# CW-ODMR of an NV ensemble: the $2\pi$ slip in the microwave drive

The saturation parameter of a CW-ODMR line contains the **angular** Rabi frequency $\Omega$, whereas a fit to a Rabi trace returns the **cyclic** one, $f_R=\Omega/2\pi$. Section 3 of this page mixes the two and **is wrong on purpose**. Sections 1 and 2 are correct and are used by both the wrong and the mended calculation.

## 1. Setting and conventions

Rates $\Gamma$ are inverse $1/e$ times in s$^{-1}$. $\Omega$ and the detuning $\delta$ are in rad/s. Frequencies $\nu$, $f_R$ and linewidths $\Delta\nu$ (FWHM) are in Hz.

A bias of 5 mT points along [111]. We address the $m_s=0\to-1$ line of the aligned NV class with one microwave tone. All inputs are illustrative or approximate. They were chosen to give a linewidth near 1 MHz and a contrast below 1 % per line, which is typical of such ensembles.

| Input | Value |
|---|---|
| $g$ factor | 2.003, so $\bar\gamma=g\mu_B/h=28.03$ GHz/T |
| optical repolarisation rate $\Gamma_p$ | $2.0\times10^{5}$ s$^{-1}$ |
| total decay rate of the coherence, laser on, $\Gamma_c$ | $2.0\times10^{6}$ s$^{-1}$ |
| fractional fluorescence loss in $m_s=-1$, $\kappa$ | 0.24 |
| $^{14}$N hyperfine spacing $A$ | 2.16 MHz |
| detected photon rate $R$, all four classes | $10^{16}$ s$^{-1}$ (1.6 mA) |

To first order in the field, the nearest lines of the three oblique classes lie $\tfrac23\bar\gamma B=93$ MHz away and the $0\to+1$ line of the aligned class $2\bar\gamma B=280$ MHz away. The oblique classes therefore only add light. We assume that each class gives a quarter of $R$ (the real shares depend on laser polarisation) and that the three $^{14}$N states are equally populated.

## 2. The model

In the frame rotating at the drive frequency $\omega$, with $\delta=\omega-\omega_0$,

$$H/\hbar=-\delta\,|1\rangle\langle1|+\tfrac{\Omega}{2}\big(|0\rangle\langle1|+|1\rangle\langle0|\big),$$

where $|1\rangle$ stands for $m_s=-1$. On resonance and without damping the population of $|1\rangle$ is $\sin^2(\Omega t/2)=\tfrac12[1-\cos(2\pi f_Rt)]$, which fixes $\Omega=2\pi f_R$ and $t_\pi=1/(2f_R)$. For a linear drive $B_1\cos\omega t$ perpendicular to the NV axis, the matrix element $\langle0|S_x|{-1}\rangle=1/\sqrt2$ and the rotating-wave factor $1/2$ give $f_R=\bar\gamma B_1/\sqrt2$.

With $\rho_{01}=(u+iv)/2$, $w=\rho_{00}-\rho_{11}$ and optical pumping $|1\rangle\to|0\rangle$ at rate $\Gamma_p$,

$$\dot u=\delta v-\Gamma_cu,\qquad \dot v=-\delta u+\Omega w-\Gamma_cv,\qquad \dot w=-\Omega v-\Gamma_p(w-1).$$

Pumping out of $|1\rangle$ itself damps the coherence at $\Gamma_p/2$, so $\Gamma_c\ge\Gamma_p/2$. Spin-lattice relaxation is dropped: a typical room-temperature $T_1$ of 5 ms is a rate of 200 s$^{-1}$, or 0.001 of $\Gamma_p$.

In the steady state the first two equations give $v=\Omega\Gamma_cw/(\Gamma_c^2+\delta^2)$. Inserting this in the third and using $\rho_{11}=(1-w)/2$,

$$\rho_{11}=\frac12\,\frac{S\,\Gamma_c^2}{\delta^2+\Gamma_c^2(1+S)},\qquad S=\frac{\Omega^2}{\Gamma_p\Gamma_c}.$$

This is a Lorentzian of half width $\Gamma_c\sqrt{1+S}$ in rad/s. Doubling and dividing by $2\pi$ gives the FWHM in Hz. One hyperfine line of one class carries $\tfrac14\cdot\tfrac13$ of the light and loses the fraction $\kappa\rho_{11}$ of it, so

$$\Delta\nu=\frac{\Gamma_c}{\pi}\sqrt{1+S},\qquad C=C_{\max}\frac{S}{1+S},\qquad C_{\max}=\frac{\kappa}{2}\cdot\frac14\cdot\frac13=0.010 .$$

The unbroadened width is $\Delta\nu_0=\Gamma_c/\pi=0.637$ MHz.

**Sensitivity.** The count rate is $R\,[1-C/(1+x^2)]$ with $x=2(\nu-\nu_0)/\Delta\nu$. Its slope is largest at $x=\pm1/\sqrt3$, where it has magnitude $(3\sqrt3/4)\,RC/\Delta\nu$. A small field $\delta B$ at angle $\theta$ to the NV axis moves the line of the aligned class by $\bar\gamma\,\delta B|\cos\theta|$. In a counting time $t$ the signal is slope × shift × $t$ and the shot noise is $\sqrt{Rt}$ for $C\ll1$. Equating them gives $\delta B=\eta/\sqrt t$ with

$$\eta=\frac{4}{3\sqrt3}\,\frac{h\,\Delta\nu}{g\mu_B|\cos\theta|\,C\sqrt R}.$$

The Lorentzian prefactor and the two-level treatment follow the analysis of Dréau and co-workers (2011) for single centres. For an ensemble, $C$ is the depth of one line relative to the total light, and the projection factor must be kept. We take $\theta=0$.

**Optimum drive.** At fixed laser power $\eta\propto\Delta\nu/C\propto(1+S)^{3/2}/S$. The logarithmic derivative $\tfrac32(1+S)^{-1}-S^{-1}$ vanishes at $S=2$, where the function equals $3\sqrt3/2=2.60$. Then

$$\Delta\nu=\sqrt3\,\Delta\nu_0,\qquad C=\tfrac23C_{\max},\qquad \eta_{\rm opt}=\frac{2\,\Gamma_c}{\pi\bar\gamma\,C_{\max}\sqrt R}.$$

## 3. The attempt that goes wrong (do not copy)

The aim is to set the microwave amplitude to the optimum, using a pulsed Rabi trace on the aligned class as the calibration.

- **W1.** The optimum is $S=2$.
- **W2.** The Rabi fit reports a frequency $f_R$, so $S=f_R^2/(\Gamma_p\Gamma_c)$.
- **W3.** $f_R=\sqrt{2\Gamma_p\Gamma_c}=\sqrt{8.0\times10^{11}}$ s$^{-1}$ $=0.894$ MHz.
- **W4.** Raise the amplitude until $t_\pi=0.559$ µs, which means $B_1=\sqrt2f_R/\bar\gamma=45.1$ µT.
- **W5.** Expected result at this drive: three resolved dips with $\Delta\nu=1.10$ MHz and $C=0.667$ %, and $\eta=45.4$ pT/√Hz.

**Wrong answer:** "drive at $f_R=0.894$ MHz and obtain 45.4 pT/√Hz".

A dimension check passes, because Hz, rad/s and s$^{-1}$ share one dimension.

## 4. The symptom

**On paper.** W5 puts the half-depth point 0.551 MHz from line centre. An undamped spin at cyclic detuning $\Delta$ oscillates with amplitude $f_R^2/(f_R^2+\Delta^2)$, and at $f_R=0.894$ MHz and $\Delta=0.551$ MHz this is still 0.72 of its resonant value. The drive does not resolve the line that it is supposed to produce. The strict form of this test follows from the width formula with $\Omega=2\pi f_R$:

$$\Delta\nu^2=\Delta\nu_0^2+4f_R^2\,\frac{\Gamma_c}{\Gamma_p}>2f_R^2 ,$$

where the last step uses $\Gamma_c\ge\Gamma_p/2$. In this model no CW line is narrower than $\sqrt2f_R$, whatever the rates. W3 gives $\sqrt2f_R=1.26$ MHz and W5 claims 1.10 MHz, so the pair is impossible.

**On the bench.** Section 7 shows what the model predicts for a sweep at the W4 setting: each hyperfine component is 5.69 MHz wide, well above $A$, and the triplet merges into a single dip 2.2 % deep. A dip deeper than the ceiling $C_{\max}$ of one line looks like good news. Here it means that three overdriven lines have run together.

## 5. The faulty line

The fault is **W2**. The $\Omega$ in $S$ enters through $\dot w=-\Omega v$, whose undamped resonant solution is $w=\cos\Omega t$, while the rates enter as $e^{-\Gamma t}$. Both are coefficients of the same time $t$, so $\Omega$ is the angular frequency and the Rabi fit must be multiplied by $2\pi$:

$$S=\frac{(2\pi f_R)^2}{\Gamma_p\Gamma_c}.$$

W2 underestimates $S$ by $4\pi^2=39.5$ at any drive. W1 is right, W3 and W4 inherit the fault, and the figures in W5 are those of $S=2$ attached to a drive that does not give $S=2$.

## 6. The mended calculation

$$\Omega=\sqrt{2\Gamma_p\Gamma_c}=0.894\times10^{6}\ \text{rad/s},\qquad f_R=\frac{\Omega}{2\pi}=0.142\ \text{MHz}.$$

This means $t_\pi=3.51$ µs and $B_1=7.18$ µT. A $\pi$ pulse this slow is hard to see on an ensemble whose free dephasing time is of order a microsecond. Calibrate $f_R$ at higher power and scale down with $f_R\propto\sqrt{P_{\rm mw}}$, within the linear range of the amplifier.

An all-cyclic bookkeeping gives the same number. With $\Gamma_p/2\pi=31.8$ kHz and $\Gamma_c/2\pi=318$ kHz, $S=f_R^2/[(\Gamma_p/2\pi)(\Gamma_c/2\pi)]$, and $S=2$ again requires 142 kHz. Either convention works when it is used for all three quantities.

At this drive an isolated line has $\Delta\nu=1.10$ MHz, $C=0.667$ % and $\eta=45.4$ pT/√Hz. The bound is respected, since $\sqrt2f_R=0.201$ MHz.

## 7. Size of the error

**Isolated line.** At the W4 setting the true saturation parameter is $S=2\cdot4\pi^2=79.0$. The width is $\Delta\nu_0\sqrt{1+8\pi^2}=5.69$ MHz, which is 5.16 times the expected one. The depth rises only to 0.987 %. The function $(1+S)^{3/2}/S$ is 9.06 in place of 2.60, so

$$\frac{\eta_{\rm W4}}{\eta_{\rm opt}}=\frac{2\,(1+8\pi^2)^{3/2}}{3\sqrt3\cdot8\pi^2}=3.49,$$

and $\eta=158$ pT/√Hz. This factor contains no rate. It holds for any homogeneously broadened single line that the two-level model describes, for example an axial divacancy line in 4H-SiC away from its $^{29}$Si and $^{13}$C satellites. The microwave power is too high by 39.5, or 16.0 dB.

**With the $^{14}$N triplet.** At 5.69 MHz the neighbouring hyperfine lines cannot be ignored, and their effect rivals the one under study. Each nuclear state is an independent two-level system under the same tone, so the dip is the sum

$$D(\nu)=C\sum_{m=-1}^{1}\frac{1}{1+\left[2(\nu-\nu_0-mA)/\Delta\nu\right]^2},\qquad \eta=\frac{1}{\bar\gamma\sqrt R\,\max|dD/d\nu|}.$$

The maximum is found numerically and lies on the outer flank, where the three slopes have the same sign. At $S=2$ the neighbours raise the largest slope by a factor 1.04. At the W4 setting they raise it by 1.84, and the steepest point lies 3.3 MHz from the centre of the merged dip. Repeating the sum at $S=1.5$ and $S=3$ gives a larger $\eta$ than at $S=2$ in both cases, so the optimum stays near 2.

| | mended | W4 setting |
|---|---|---|
| $f_R$ (MHz) | 0.142 | 0.894 |
| $S$ | 2 | 79.0 |
| $\Delta\nu$ of one component (MHz) | 1.10 | 5.69 |
| depth at triplet centre (%) | 0.75 | 2.2 |
| $\eta$, isolated line (pT/√Hz) | 45.4 | 158 |
| $\eta$, triplet (pT/√Hz) | 44 | 86 |

In this setting the slip costs a factor 2.0 in sensitivity, or 3.9 in averaging time. The triplet hides part of the damage, which is one reason why the slip can survive in ensemble work. Replacing $\sqrt{Rt}$ by $\sqrt{R(1-D)t}$ in the noise lowers $\eta$ by at most half the dip depth, 1.1 %, which is too small to affect the comparison.

**In a fit.** A plot of $\Delta\nu^2$ against $f_R^2$ has slope $4\Gamma_c/\Gamma_p=40$. With W2 the expected slope is $\Gamma_c/(\pi^2\Gamma_p)=1.01$. Since the intercept fixes $\Gamma_c$, fitting data with the W2 form returns a $\Gamma_p$ too small by 39.5.

## 8. What else moves the numbers

**Static broadening.** The Bloch equations treat all of $\Gamma_c$ as homogeneous. In an ensemble part of the low-power width is a static spread of $\nu_0$ from strain, field gradients and slow bath spins. Split $\Gamma_c=\Gamma_h+\Gamma_s$, with a Lorentzian spread of half width $\Gamma_s$. Each spin saturates with $S_h=\Omega^2/(\Gamma_p\Gamma_h)$. Convolution of two Lorentzians adds the widths and conserves the area, so with $y=\sqrt{1+S_h}$

$$\Delta\nu=\frac{\Gamma_s+\Gamma_hy}{\pi},\qquad C=C_{\max}\frac{S_h}{1+S_h}\,\frac{\Gamma_hy}{\Gamma_s+\Gamma_hy}.$$

For an illustrative even split, $\Gamma_h=\Gamma_s=1.0\times10^6$ s$^{-1}$, one finds $\Delta\nu/C\propto y(y+1)/(y-1)$, which is smallest at $y=1+\sqrt2$. This is $f_R=0.156$ MHz, close to the mended 0.142 MHz and far from 0.894 MHz. The triplet sum then gives 50 pT/√Hz at the mended drive and 82 pT/√Hz at the W4 setting, a factor 1.6. Between these two cases the loss runs from 1.6 to 2.0, while the error of 16.0 dB in power is the slip itself and does not change.

**Projection.** A field along [001] makes $|\cos\theta|=1/\sqrt3$ with every NV axis. Read through the single addressed class, the mended 44 pT/√Hz becomes 76 pT/√Hz. The factor cancels in the ratio of the two settings.

**Calibration on the right class.** Only the component of $B_1$ perpendicular to an NV axis drives that class, so the four classes generally have different $f_R$. Calibrate on the line that is used for sensing.

All sensitivities on this page are the model's shot-noise values for illustrative inputs and do not describe a particular diamond. As typical knowledge, working CW ensemble magnetometers sit above their shot-noise estimate, often by a factor of a few, because laser intensity noise, microwave noise and electronics add to it.